Results and discussion

Across six methods the bond length r_e and the harmonic frequency ω_e of N2 carry nearly the same information, namely how steeply each method tilts the Hartree-Fock (HF) curve outward. The dissociation energy D_e measures something else, the energy the method adds to the molecule compared with the two atoms, and so it follows them only loosely. The comparison is clean because all rows keep the closed-shell σ¹⁰π⁴ occupation along the curve, with axial spin (2Σ), orbital (Λ) and total (2Ω) angular momentum zero, and all dissociate to quartet atoms.

N2 computed with an in-house axial X2C program (version 1), the dyall-av3z basis and Gaussian nuclei, with 1s frozen in MP2 and coupled cluster. Spin-free values use scalar X2C; the change of D_e is two-component (spin-orbit coupling, mean-field Coulomb and Gaunt terms) less spin-free. Measured values (NIST WebBook) are r_e 1.098 Å and ω_e 2358.6 cm⁻¹.

```
 method  exact exchange, long range (%)  r_e, spin-free (Å)  ω_e, spin-free (cm⁻¹)  D_e, spin-free (eV)  change of D_e (eV)
    PBE                               0               1.103                   2349                10.54                0.00
   PBE0                              25               1.089                   2480                 9.76                0.00
     HF                             100               1.066                   2730                 5.05                0.01
   CCSD                             n/a               1.096                   2419                 9.12                0.00
CCSD(T)                             n/a               1.103                   2342                 9.49                0.00
    MP2                             n/a               1.113                   2190                10.01                0.00
```

ω_e falls as r_e grows, from HF at one end to MP2 at the other, with a rank correlation of −0.99. To see why, each curve is written as the HF curve plus a remainder:

E(R) = E_HF(R) + ΔE(R)

ΔE is the valence correlation energy for MP2 and coupled cluster, and merely the difference from HF for the functionals. All derivatives below come from least-squares polynomials of fifth degree through seven spin-free energies per method between 0.99 and 1.22 Å, which return the tabulated ω_e within 3 1/cm. No constant is adjusted to r_e, ω_e or D_e. The split itself is an identity, and only the truncation of ΔE to a straight line is put to a test.

Let s be the slope of ΔE at the HF minimum. The new minimum and its force constant k, with ω_e ∝ √k, obey

E_HF′(r_e) ≈ −s (exact for a straight-line ΔE)
k = E_HF″(r_e) + ΔE″(r_e)

The slope is negative in all five rows other than HF, from −4.00 eV/Å for PBE0 to −7.07 eV/Å for MP2, so each minimum slides outward. For the wavefunction methods the cause is standard. A closed-shell determinant gives ionic terms too much weight as the triple bond stretches, and double excitations from bonding to antibonding orbitals repair this more strongly at larger R. The coupled-cluster runs agree with that picture, their largest doubles amplitude growing by a factor of 1.45 over the range.

CCSD(T) serves as the worked case. The HF curve has k = 192.2 eV/Å² at its minimum, and k falls with distance at the rate g = d ln k/dr = −6.72 per Å. With s = −6.05 eV/Å the shift x solves k·x·(1 + g·x/2) = −s:

harmonic step: x = 6.05/192.2 = 0.0315 Å
with the cubic term: x = 0.0315/(1 − 3.36·0.036) = 0.036 Å
r_e = 1.066 + 0.036 = 1.102 Å, table 1.103 Å

At the tabulated shift of 0.037 Å the HF curve is already much softer:

ω = 2730·exp(−3.36·0.037) = 2411 1/cm, table 2342 1/cm

The full HF polynomial gives 2404 1/cm, 2.6 % above the table, and the rest is the downward curvature of ΔE. To first order x ≈ −s/k and the change of k is g·k·x = −g·s, so both shifts are proportional to the one number s. That is the origin of the common trend: the anharmonicity of the bond converts any lengthening into softening, whatever produced the tilt. Sliding accounts for 84 to 87 % of the drop in k for PBE, PBE0, CCSD and CCSD(T).

MP2 is where the straight line does worst. It leaves r_e short of the table by 0.005 Å, and the HF curve taken at the actual minimum gives an ω_e 6.0 % too high, because the curvature of ΔE is −15.2 eV/Å², twice that of CCSD(T). Theory points to the denominators: second-order terms are divided by orbital-energy gaps that shrink on stretching, and no higher orders damp the growth. The HF levels, whose gaps enter MP2, agree with this. Over most of the curve the lowest empty level hardly moves, but at the longest distance computed a falling level, by its behaviour the antibonding π, has taken its place. The gap between the bonding and antibonding π levels is then 15.3 eV, against at least 19.1 eV at 0.99 Å. How much of the curvature this explains is not tested.

D_e depends on the value of ΔE and hardly on its slope:

D_e − D_e(HF) = ΔE(atoms) − ΔE(molecule at r_e) − cost of stretching the HF curve
CCSD(T): −6.41 + 10.97 − 0.12 = 4.44 eV

This is again an identity, and what it shows is the size of the terms. The shift of r_e enters twice, with opposite signs: stretching the HF curve costs less than 0.2 eV in every row, while ΔE deepens by about slope times shift, 0.22 eV for CCSD(T). What remains is small beside the whole gain. The gain comes from pairing: each quartet atom keeps three 2p electrons apart by parallel spin, and the bond joins them into three opposite-spin pairs whose correlation HF lacks. Divided among three pairs the CCSD(T) gain is 1.5 eV each, which is book-keeping and not a pair energy, since the other electrons also change.

HF is therefore both the stiffest and the weakest row. Its curvature belongs to a closed-shell curve that, by the usual argument, heads for a limit far above the spin-polarised atoms from which D_e is counted. A Morse curve ties k to D_e by k = 2·D_e·a², and for HF this demands a range parameter a of 4.36 per Å, whereas the cubic term of the same curve gives 2.24. For CCSD(T) the two values are 2.73 and 2.49, much nearer to a single-well description.

Along HF, CCSD, CCSD(T), MP2, and again from PBE0 to PBE, the longer bond is the stronger one, but the reasons differ from step to step. The triples add 0.007 Å and 0.37 eV together. MP2 binds more than CCSD(T) although its ΔE for the molecule is smaller in size, −10.58 against −10.97 eV, because it falls shorter still on the atoms. Its D_e near the measured one, roughly 9.9 eV as recalled, thus owes much to cancellation, while its ω_e is 7.1 % below the NIST WebBook value.

The column for exact exchange gives the share of HF exchange in the method, and only the step from PBE to PBE0 varies it alone. That step shortens the bond by 0.014 Å, raises ω_e by 131 1/cm and lowers D_e by 0.78 eV, with most of the loss arising because the high-spin atoms go down in energy. HF does not continue this series, because it also drops correlation, and interpolating a quarter of the way from PBE to HF misses the D_e of PBE0 by 0.6 eV. A likely reading, not tested here, is that gradient-corrected exchange imitates the left-right correlation that tilts the curve, so that replacing part of it removes part of the tilt.

The changes, two-component less spin-free, are tiny because spin-orbit coupling has nothing to act on in first order. It splits the occupied π level by 11 meV in PBE0, but both components are filled, and the half-filled 2p shell of the atom has no orbital moment. The two-component runs also add mean-field Coulomb and Gaunt terms, and their PBE0 energies rise by 5.35 mhartree for the atoms and 5.19 for the molecule, which nearly cancels in D_e. The HF entry of 0.01 eV is 5.5 meV rounded up, and the differences between rows get no cause, the more so as the functionals lack a current term and the two coupled-cluster runs of each pair keep different numbers of virtual orbitals.

PBE and CCSD(T) share r_e and differ by 7 1/cm, yet their D_e lie 1.05 eV apart, because they have almost the same slope and curvature of ΔE and different values against the atoms. Neither is the exact answer: both are 0.005 Å longer than the measured bond, and CCSD(T) lies about 0.4 eV under the recalled D_e. A triple-zeta basis is known to lengthen and underbind N2 in correlated methods, and here the 1s shells are frozen, fewer than half of the virtual orbitals enter the coupled-cluster step, and no counterpoise correction is applied. For this molecule, agreement in r_e and ω_e should be counted as little more than one test of a method, and D_e as a second, separate one.
